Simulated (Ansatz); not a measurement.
A series in volume per atom on Ag2O5

Equation of state of a cubic crystal from periodic Kohn-Sham density functional theory without spin; pressure corrected for the finite basis. The results are calculated, by Ansatz 0.2.0 development build.

Cell of the first row (space group Pn-3m, No. 224):
```
CELL_PARAMETERS angstrom
5.27650 0.00000 0.00000
0.00000 5.27650 0.00000
0.00000 0.00000 5.27650
ATOMIC_POSITIONS crystal
Ag 0.00000 0.00000 0.00000
Ag 0.50000 0.50000 0.00000
Ag 0.50000 0.00000 0.50000
Ag 0.00000 0.50000 0.50000
O 0.50000 0.00000 0.00000
O 0.00000 0.50000 0.00000
O 0.00000 0.00000 0.50000
O 0.50000 0.50000 0.50000
O 0.75000 0.75000 0.25000
O 0.75000 0.25000 0.75000
O 0.25000 0.75000 0.75000
O 0.75000 0.25000 0.25000
O 0.25000 0.75000 0.25000
O 0.25000 0.25000 0.75000
```

Settings of every row: formula Ag2O5; structure type cubic X2O5; functional PBE; spin treatment none; k mesh 11x11x11; occupation method fermi-dirac; occupation width 0.061225619 eV; wave cutoff 930 eV; datasets hand-made PAW; density cutoff ratio 5.

Limits: a cubic model structure, not a phase known at ambient conditions; modest k-mesh, values are not fully converged in k; no spin polarisation, a magnetic state may lie lower.

```
row  volume per atom (Å³)  pressure (GPa)  energy above lowest point (meV/atom)
  1                10.493           2.813                                  1.88
  2                10.707            0.06                                     0
  3                10.921          -2.377                                  1.58
  4                11.136               ?                                     ?
  5                 11.35          -6.434                                 13.58
```

Question: what pressure and energy above lowest point should row 4 give?

Worked fit of pressure. Take u = (V_r/V)^(2/3) − 1 with V_r = 10.814 Å³ an atom, which is twice the finite (Eulerian) strain; such expansions in the strain, on which the Birch-Murnaghan equation of state is built, carry the rest volume and the bulk modulus. The shown rows have u = 0.02029, 0.00665, -0.00654, -0.03174. Least squares give pressure = −1.1957 + 184.867 × u + 624.93 × u² GPa; a straight line predicts inner rows, each left out in turn, worse (root mean square 0.26 against 0.0026 GPa). The rows lie off it by 0.000, -0.001, 0.001, 0.000. The pressure vanishes at u = 0.0063, or V = 10.71 Å³ an atom, and there the bulk modulus at fixed shape and fractions is B = −V dP/dV = (2/3)(1 + u) dP/du = 129 GPa. The withheld row has u = -0.01937, so the fit gives −1.1957 + 184.867 × (-0.01937) + 624.93 × (-0.01937)² = -4.542 GPa.

The calculation gave -4.531 GPa. The fit lies 0.011 GPa (0.12 % of the column's range) below it; its largest miss of a shown row is 0.001 GPa.

Worked fit of energy above lowest point. Take u = (V_r/V)^(2/3) − 1 with V_r = 10.814 Å³ an atom, which is twice the finite (Eulerian) strain; such expansions in the strain, on which the Birch-Murnaghan equation of state is built, carry the rest volume and the bulk modulus. The shown rows have u = 0.02029, 0.00665, -0.00654, -0.03174. Least squares give energy above lowest point = 0.391 − 117.57 × u + 9391 × u² meV/atom; a straight line predicts inner rows, each left out in turn, worse (root mean square 4 against 0.049 meV/atom). The rows lie off it by 0.01, -0.02, 0.02, 0.00. Its lowest point lies at u = 0.0063, or V = 10.71 Å³ an atom, and the curvature there gives the bulk modulus at fixed shape and fractions, B = (4/9)(1 + u)² E″(u)/V = 126 GPa. The withheld row has u = -0.01937, so the fit gives 0.391 − 117.57 × (-0.01937) + 9391 × (-0.01937)² = 6.19 meV/atom.

The calculation gave 6.23 meV/atom. The fit lies 0.04 meV/atom (0.29 % of the column's range) below it; its largest miss of a shown row is 0.02 meV/atom.
